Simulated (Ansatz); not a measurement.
## GeSbTe3: a film clamped to a substrate

Computed with DFT PBE, scalar-relativistic, plane waves, PAW in Ansatz. The runs took a 420 eV cutoff, a Γ-centred 12×12×12 mesh and Gaussian smearing (0.15 eV). No spin polarisation. Energies are free energies at this smearing, counted from the undisturbed cell; pressure is positive in compression.

Reference structure (relaxed at this level; it needn't be the usual structure):

```
CELL_PARAMETERS angstrom
2.07746 1.19942 10.40057
-2.07746 1.19942 10.40057
0.00000 -2.39885 10.40057
ATOMIC_POSITIONS crystal
Ge 0.59983 0.59983 0.59983
Sb 0.39544 0.39544 0.39544
Te 0.99913 0.99913 0.99913
Te 0.78743 0.78743 0.78743
Te 0.21817 0.21817 0.21817
```

The cell holds layers and no dispersion correction was added, so their binding is poorly described.

The cell (5 atoms, V0 = 155.49 Å³) is strained by p along both x and y and by q along z, fractional coordinates fixed. τp = (1/V0) ∂E/∂p = (σxx + σyy)(1 + p)(1 + q) and τq = (1/V0) ∂E/∂q = σzz(1 + p)², with tension positive.

| p | q | ΔE (meV/atom) | τp (GPa) | τq (GPa) |
| --- | --- | --- | --- | --- |
| 0.000 | 0.000 | 0.00 | -0.06 | 0.02 |
| -0.030 | 0.000 | 19.45 | -6.91 | -2.26 |
| 0.030 | 0.000 | 15.64 | 5.19 | 2.01 |
| 0.000 | -0.030 | 6.90 | -2.44 | -2.41 |
| 0.000 | 0.030 | 6.80 | 1.84 | 2.27 |

Task: Get the second derivatives of the energy density.

Result: Central differences give A = ∂τp/∂p = 202 GPa (C11 + C22 + 2 C12), C = ∂τq/∂q = 78 GPa (C33) and the cross term B = ∂τq/∂p = 71 GPa (C13 + C23); ∂τp/∂q = 71 GPa must equal B, and any difference shows higher-order terms. Steps this large leave an error of some per cent of A or C in all of these, which can swamp a small B. The ions are clamped.

Task: A film of this crystal grows with z along the normal on a substrate that imposes p. How does its thickness respond, and what does the misfit cost?

Result: Count p and q from the stress-free cell. A free surface needs τq = 0, so q = −(B/C) p = -0.91 p. The energy density left is (A − B²/C) p²/2 = M p², with the biaxial modulus M = 68 GPa; a misfit of 1 % costs 1.33 meV/atom, against 1.96 meV/atom if the thickness were held.

Forces appear on the atoms along this scan, and letting them relax would lower the energy and soften the response. In a metal these slopes depend on the k mesh and the smearing.

Cost: 10 runs of about 8.3 core-minutes in all, on Intel Xeon 6975P-C (Granite Rapids) (shared hosts).

In-plane tension thins the film and compression thickens it, and this freedom lowers the cost of a 1 % misfit from 1.96 to 1.33 meV/atom. The strong coupling fits Ge–Te and Sb–Te bonds that run obliquely between the atomic planes, so that a change in the in-plane spacing also loads the normal direction. A (202 GPa) can't be set directly against C (78 GPa), because it describes strain along two axes at once; the elastic contrast is therefore much weaker than these values suggest.

For a layered telluride, a softer response along the normal would be expected. Fixed fractional coordinates spread the normal strain evenly over the bonded blocks and the Te–Te gaps, whereas in a real film the gaps would probably take up most of it. C thus partly measures the stiffness of the covalent bonds. In-plane compression costs more than equal tension, as expected from steepening short-range repulsion. The misfit energy alone doesn't set a critical thickness, which also depends on the cost of forming dislocations.
